# Worked problem: stretched-exponential donor relaxation in quenched n-type a-Si:H

## Statement

A phosphorus-doped a-Si:H film, like the n$^+$ contact layer of a thin-film transistor, is equilibrated hot, quenched, and held at a temperature $T$. The quench freezes in an excess $\Delta N_0$ of fourfold, ionised donors over the equilibrium density at $T$. The excess decays as moving hydrogen lets the network around each P atom rearrange. The model has four rules.

1. A density $c$ of weakly bound H atoms hop independently and isotropically, with step $a$, on sites of density $a^{-3}$.
2. An atom leaves a site at the rate $\nu_0 e^{-(E_0+E)/kT}$. The barrier $E_0$ is common to all sites. The extra depth $E\ge 0$ is drawn afresh at each hop from $p(E)=(kT_0)^{-1}e^{-E/kT_0}$.
3. At $t=0$, the start of the anneal, the atoms occupy sites without regard to depth.
4. A donor site reaches the equilibrium of $T$ as soon as an H atom passes within a distance $R$. The hydrogen is not used up.

| Input | Value | Status |
|---|---|---|
| $T_0$ | 600 K | typical of n-type a-Si:H |
| $\nu_0$ | $1.0\times10^{11}$ s$^{-1}$ | chosen |
| $E_0$ | 0.47 eV | chosen |
| $a$ | 0.30 nm | illustrative |
| $R$ | 1.5 nm | illustrative |
| $c$ | $1.0\times10^{17}$ cm$^{-3}$ | illustrative |
| total H density $c_{\rm tot}$ | $5\times10^{21}$ cm$^{-3}$ | typical |
| $\Delta N_0$ | $2.0\times10^{17}$ cm$^{-3}$ | illustrative |

$E_0$ and $\nu_0$ were chosen, at the given $a$, $R$ and $c$, so that the apparent Arrhenius parameters of $\tau$ fall near those typical of P-doped films, about 0.95 eV and $2\times10^{-10}$ s. The Arrhenius result in (d) therefore tests nothing about the material.

**(a)** Find $D(t)$ at 400 K. **(b)** Find the decay law and $\tau$ at 300, 350 and 400 K. **(c)** Find the excess after 10 min at 400 K, and the times at which 90 % and 10 % of it remain. **(d)** Find the apparent activation energy, collapse the curves, and convert 10 min at 400 K into a time at 300 K. **(e)** Size the neglected terms.

Conventions: $k$ is Boltzmann's constant in eV/K, $\beta=T/T_0<1$, and $D$ is the differential coefficient $D(t)=\tfrac16\,d\langle r^2\rangle/dt$. For the power law below, the average coefficient $\langle r^2\rangle/6t$ is larger by $1/\beta$. Intermediate values are carried unrounded.

## Solution

### (a) Why diffusion slows down

Define $\omega=\nu_0e^{-E_0/kT}$, the escape rate from the shallowest sites. In $n$ hops an atom meets a deepest site of depth about $kT_0\ln n$, which holds it for a time $\omega^{-1}e^{(T_0/T)\ln n}=\omega^{-1}n^{1/\beta}$. For $\beta<1$ this wait grows faster than $n$ and sets the scale of the elapsed time, so $n\sim(\omega t)^\beta$.

The prefactor follows from a Laplace transform. Let $\psi(s)$ be the transform of the waiting-time density, the average of $r/(r+s)$ over escape rates $r=\omega x$ with $x=e^{-E/kT}$. Since $e^{-E/kT_0}=x^\beta$, the weight of $x$ is $\beta x^{\beta-1}dx$ on $(0,1)$. With $u=s/\omega\ll1$,

$$1-\psi=\beta\int_0^1\frac{u\,x^{\beta-1}}{u+x}\,dx\simeq B\,u^\beta-\frac{\beta}{1-\beta}\,u,\qquad B=\frac{\pi\beta}{\sin\pi\beta}.$$

The first term is the integral extended to infinity, and the second removes the piece from 1 to infinity. Independent waits give the mean hop number the transform $\psi/[s(1-\psi)]\simeq \omega^\beta s^{-1-\beta}/B$. Because $s^{-1-\beta}$ inverts to $t^\beta/\Gamma(1+\beta)$,

$$\langle n(t)\rangle=A\,(\omega t)^\beta,\qquad A(\beta)=\frac{\sin\pi\beta}{\pi\beta\,\Gamma(1+\beta)}.$$

Uncorrelated steps give $\langle r^2\rangle=a^2\langle n\rangle$, and differentiation yields

$$D(t)=D_{00}\,(\omega t)^{-(1-\beta)},\qquad D_{00}=\frac{\beta A\,a^2\omega}{6}.$$

At 400 K, $kT=34.47$ meV, $\beta=2/3$ and $A=0.458$. Then $E_0/kT=13.64$ and

$$\omega=(1.0\times10^{11}\ {\rm s^{-1}})\,e^{-E_0/kT}=1.20\times10^{5}\ {\rm s^{-1}},$$

$$D_{00}=\frac{0.305\,(3.0\times10^{-8}\ {\rm cm})^2(1.20\times10^{5}\ {\rm s^{-1}})}{6}=5.5\times10^{-12}\ {\rm cm^2/s}.$$

The power law holds for $t\gg\omega^{-1}\approx 8\ \mu$s. It gives $D(1\ {\rm s})=1.1\times10^{-13}$ cm$^2$/s and $D(1000\ {\rm s})=1.1\times10^{-14}$ cm$^2$/s, one decade in $D$ for three in time.

### (b) The decay law and $\tau$

By rule 4 the excess is proportional to the fraction of donor sites that no H atom has reached. Atoms arrive at a sphere of radius $R$ at the steady Smoluchowski rate $4\pi RcD(t)$, so

$$\frac{d\,\Delta N}{dt}=-\frac{D(t)}{L^2}\,\Delta N,\qquad L^2=\frac{1}{4\pi Rc}.$$

Integrating $D$ from 0 to $t$ gives $D_{00}(\omega t)^\beta/(\beta\omega)$, hence

$$\Delta N(t)=\Delta N_0\,e^{-(t/\tau)^\beta},\qquad \tau=\frac1\omega\left(\frac{\beta\,\omega L^2}{D_{00}}\right)^{1/\beta}.$$

Kakalios, Street and Jackson made this link between dispersive H diffusion and the relaxation of doped a-Si:H in 1987.

In the bracket $\omega$ cancels against $D_{00}$ and leaves $n^*/A$, where $n^*=6L^2/a^2$ is the mean hop number at $t=\tau$. With $1/\beta=kT_0/kT$,

$$\tau=\nu_0^{-1}e^{E_\tau/kT},\qquad E_\tau=E_0+kT_0\ln\frac{n^*}{A(\beta)}.$$

The Arrhenius form rests on that cancellation. If $D_{00}$ carried a barrier $\Delta E$ that $\omega$ lacks, $\ln\tau$ would gain a term $\Delta E\,T_0/kT^2$. Even with the cancellation, $E_\tau$ drifts with $T$ through $A(\beta)$.

The geometry gives

$$L^2=\frac{1}{4\pi(1.5\times10^{-7}\ {\rm cm})(1.0\times10^{17}\ {\rm cm^{-3}})}=5.31\times10^{-12}\ {\rm cm^2},$$

so $L=23.0$ nm and $n^*=3.54\times10^4$. With $kT_0=51.70$ meV:

| $T$ (K) | $T$ (°C) | $\beta$ | $A$ | $\ln(n^*/A)$ | $E_\tau$ (eV) | $E_\tau/kT$ | $\tau$ (s) | |
|---|---|---|---|---|---|---|---|---|
| 300 | 27 | 0.500 | 0.718 | 10.80 | 1.029 | 39.79 | $1.9\times10^6$ | 22 d |
| 350 | 77 | 0.583 | 0.591 | 11.00 | 1.039 | 34.44 | $9.1\times10^3$ | 2.5 h |
| 400 | 127 | 0.667 | 0.458 | 11.25 | 1.052 | 30.52 | $1.8\times10^2$ | 3.0 min |

At $t=\tau$ and 400 K the atoms have moved $\sqrt6\,L=56$ nm rms and sample extra depths near $kT\ln\omega\tau=E_\tau-E_0=0.58$ eV, so the exponential tail has to extend deeper than that. The coefficient there is $D(\tau)=\beta L^2/\tau=2.0\times10^{-14}$ cm$^2$/s. It belongs to the weakly bound atoms only. Averaged over all hydrogen, with the rest immobile, it is multiplied by $c/c_{\rm tot}=2\times10^{-5}$ and becomes $4\times10^{-19}$ cm$^2$/s.

### (c) How much is left, and when

At 400 K the formula gives $\tau=179$ s before rounding, so 600 s means $t/\tau=3.35$ and $(t/\tau)^{2/3}=2.24$. Then

$$\Delta N=(2.0\times10^{17}\ {\rm cm^{-3}})(0.107)=2.1\times10^{16}\ {\rm cm^{-3}}.$$

A simple exponential with the same $\tau$ would leave the fraction 0.035.

A fraction $f$ remains at $t_f=\tau\,[\ln(1/f)]^{1/\beta}$.

| $T$ (K) | $t_{0.9}$ (s) | $t_{0.1}$ (s) | $t_{0.1}/t_{0.9}$ |
|---|---|---|---|
| 300 | $2.1\times10^4$ | $1.0\times10^7$ | 478 |
| 350 | $1.9\times10^2$ | $3.8\times10^4$ | 198 |
| 400 | 6.1 | $6.3\times10^2$ | 102 |

The ratio is $[\ln 10/\ln(10/9)]^{1/\beta}=21.9^{1/\beta}$ and depends on $\beta$ alone. It is 21.9 for a simple exponential. At 400 K the first tenth of the decay is over in seconds, and a slower heating ramp hides it and biases a fit of $\Delta N_0$.

### (d) Arrhenius plot and collapse

A straight line through the end points of $\ln\tau$ against $1/kT$ has the slope

$$E^*=\frac{\ln[\tau(300)/\tau(400)]}{1/kT_{300}-1/kT_{400}}=\frac{9.272}{9.670\ {\rm eV^{-1}}}=0.9588\ {\rm eV}.$$

Its intercept is $\tau_0=\tau(400)\,e^{-E^*/kT_{400}}=1.49\times10^{-10}$ s, or $\nu^*=1/\tau_0=6.72\times10^9$ s$^{-1}$. The extra digits serve only for the differences taken below. The local slope is $d\ln\tau/d(1/kT)=E_\tau-T\,dE_\tau/dT$, and $E_\tau$ rises with $T$, so $E^*$ lies below every $E_\tau$ in the table and $\nu^*$ is 15 times smaller than $\nu_0$. A fitted prefactor is not the microscopic attempt frequency.

For the collapse, take any frequency $\nu$ and define $\varepsilon=kT\ln(\nu t)$. Since $\beta\ln(t/\tau)=kT\ln(t/\tau)/kT_0$,

$$\frac{\Delta N}{\Delta N_0}=\exp\left\{-\exp\left[\frac{\varepsilon-kT\ln(\nu\tau)}{kT_0}\right]\right\}.$$

The shape on this axis is the same at every temperature, and the 90 % to 10 % width is $kT_0\ln 21.9=0.159$ eV. The choice of $\nu$ moves only the $1/e$ point, $kT\ln(\nu\tau)$, and the curves coincide when that point does not depend on $T$.

- With $\nu=\nu_0$ the $1/e$ points are the $E_\tau$ above. They spread by 23 meV, or $0.45\,kT_0$, a visible failure to collapse.
- With $\nu=\nu^*$ the points at 300 and 400 K sit at 0.9588 eV by construction. The 350 K point falls at 0.9573 eV, which is 1.5 meV or $0.03\,kT_0$ lower.

On the collapsed axis 600 s at 400 K is

$$\varepsilon=(34.47\ {\rm meV})\ln[(6.72\times10^9\ {\rm s^{-1}})(600\ {\rm s})]=1.0005\ {\rm eV}.$$

Then $(\varepsilon-E^*)/kT_0=0.806$, whose exponential is the 2.24 found in (c). At 300 K, where $kT=25.85$ meV, the same $\varepsilon$ is reached at $t=e^{\varepsilon/kT}/\nu^*\approx1.1\times10^2$ days.

### (e) What was neglected

**Finite $\omega t$.** Keeping the second term of $1-\psi$ adds $\beta\,(\omega t)^{2\beta-1}/[(1-\beta)B^2\,\Gamma(2\beta)]$ to $\langle n\rangle$. At 400 K, $\omega\tau=2.1\times10^7$ and the term is 106 hops, or 0.3 % of $n^*$.

**Transient capture.** With $X=\int_0^tD\,dt'$, the full diffusive flux into a sphere integrates to $4\pi RX+8R^2\sqrt{\pi X}$ per unit density, and (b) kept the first term. At $t=\tau$, $X=L^2$ and the ratio of the terms is $2R/(\sqrt\pi L)=0.073$. This is an upper bound, because the second term must be averaged over the spread of hop numbers and $\langle\sqrt n\rangle\le\sqrt{\langle n\rangle}$. At the bound the $1/e$ time shortens by 10 % at 400 K and 14 % at 300 K. The ratio scales as $(t/\tau)^{-\beta/2}$ and reaches 0.23 at $t_{0.9}$, so the early decay is faster than the table says. Atoms that start inside a sphere affect a fraction $\tfrac43\pi R^3c=1.4\times10^{-3}$ of the donors.

**Trap filling.** A site deeper than $kT\ln\omega t$ mostly keeps the first atom it catches, and each site has received $ca^3\langle n\rangle$ arrivals on average. At $\tau$ this equals $3a/(2\pi R)=0.095$ whatever $c$ is, and after 600 s at 400 K it is 0.21. Occupied deep sites drop out of the distribution, so $D$ falls more slowly than the power law and the tail decays faster than the stretched exponential. With the transient term, this limits the times above to two figures at best and makes the late ones overestimates within the model.

**Who searches for whom.** The stretched exponential belongs to a fixed site that any of many independent atoms can reach. Suppose instead that each excess donor relaxes only when one particular atom is captured, with probability $1/n^*$ per hop. The survival then has the transform $Bu^\beta/[s(Bu^\beta+1/n^*)]$, which inverts to the Mittag-Leffler function $E_\beta(-z)=\sum_m(-z)^m/\Gamma(1+m\beta)$ with $z=\Gamma(1+\beta)(t/\tau)^\beta$. It matches the stretched exponential to first order in $z$ and ends in a $t^{-\beta}$ tail. At 300 K, $E_{1/2}(-z)=e^{z^2}{\rm erfc}\,z$, and at $t_{0.1}$, where $z=2.04$, it leaves 0.25 in place of 0.10. Data below the $1/e$ point are needed to tell the two apart.

**Starting state.** Rule 3 ties the age of $D(t)$ to the start of the anneal. Hydrogen that has already settled into deep sites, during a slow quench or in storage, starts with a smaller and nearly constant $D$, and the decay stays close to a simple exponential until the hop count outgrows that history. Feedback of the donor excess on the Fermi level, and through it on the barriers, is also left out, which requires a small excess.

### Result

For these inputs the model gives $\beta=T/(600\ {\rm K})$ and a $\tau$ of 3.0 min at 400 K, 2.5 h at 350 K and 22 days at 300 K. About a tenth of the excess survives 10 min at 400 K, and the same state takes some $1.1\times10^2$ days at 300 K. These are the model's numbers, with $E_0$ and $\nu_0$ chosen to reproduce typical relaxation times of P-doped a-Si:H. For a given film, fit $\beta(T)$ and $\tau(T)$, take $\nu^*$ from the Arrhenius intercept, and read $kT_0$ from the width of the collapsed curve.